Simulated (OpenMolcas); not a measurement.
## A ladder of methods for SiH4O2 (SMILES O[SiH2]O)

The species is SiH4O2 (7 atoms), meant as a singlet with charge 0. As SMILES, `O[SiH2]O`. The shape is that of a PBE0-D4/def2-TZVP optimisation. This is one conformer, not always the lowest.

```xyz
7

O    -1.3852   -0.2439   -0.3544
Si    0.0514    0.4222    0.0792
O     1.2740   -0.6686    0.1832
H    -1.4567   -0.6156   -1.2348
H     0.5267    1.3930   -0.9334
H    -0.2293    1.0489    1.3916
H     1.2190   -1.3361    0.8686
```

Quantity: the energy change with the O1–Si2 bond stretched from 1.642 to 3.612 Å, in eV. The values are calculated.

```csv
level,kind,program,value (eV),CPU time (all runs)
HF/def2-SVPD (unrestricted),Hartree–Fock,OpenMolcas,4.25,30 s
SVWN5/def2-SVPD (restricted),LDA,OpenMolcas,7.33,54 s
PBE/def2-SVPD (restricted),GGA,OpenMolcas,6.43,95 s
M06-L/def2-SVPD (restricted),meta-GGA,OpenMolcas,7.42,1.9 min
BHLYP/def2-SVPD (restricted),global hybrid,OpenMolcas,6.46,68 s
B2PLYP/def2-SVPD (restricted),double hybrid,OpenMolcas,5.52,58 s
MP2/def2-SVPD (restricted),perturbation theory,OpenMolcas,5.86,19 s
```

The first shape isn't each level's own minimum. The values span 4.25 to 7.42 eV. Spin contamination of the reference (⟨S²⟩ at least 0.1 too high) touches HF/def2-SVPD. Times are those of the runs behind each value, whatever else they computed, on shared processors of several kinds: orders of magnitude only.

Stretching the Si–O bond is costly at every level, as expected for a strong, polar bond between silicon and a much more electronegative oxygen. In the gas phase the bond should break homolytically, into silyl-type and hydroxyl radicals. A restricted determinant keeps both bonding electrons in one spatial orbital and so retains too much ionic character at long distance, which probably inflates many of the restricted values.

The results don't fall steadily with the sophistication of the method: M06-L gives the largest value, 7.42 eV, slightly above the local density approximation, while PBE and BHLYP nearly coincide despite their very different exchange. That agreement is no sign of convergence. Nor do the lower B2PLYP and MP2 values establish greater accuracy, since second-order perturbation theory becomes unreliable as the bonding and antibonding orbitals approach degeneracy. With only one stretched geometry, it remains open whether the curves have levelled off, so these energies can't be equated with bond dissociation energies.
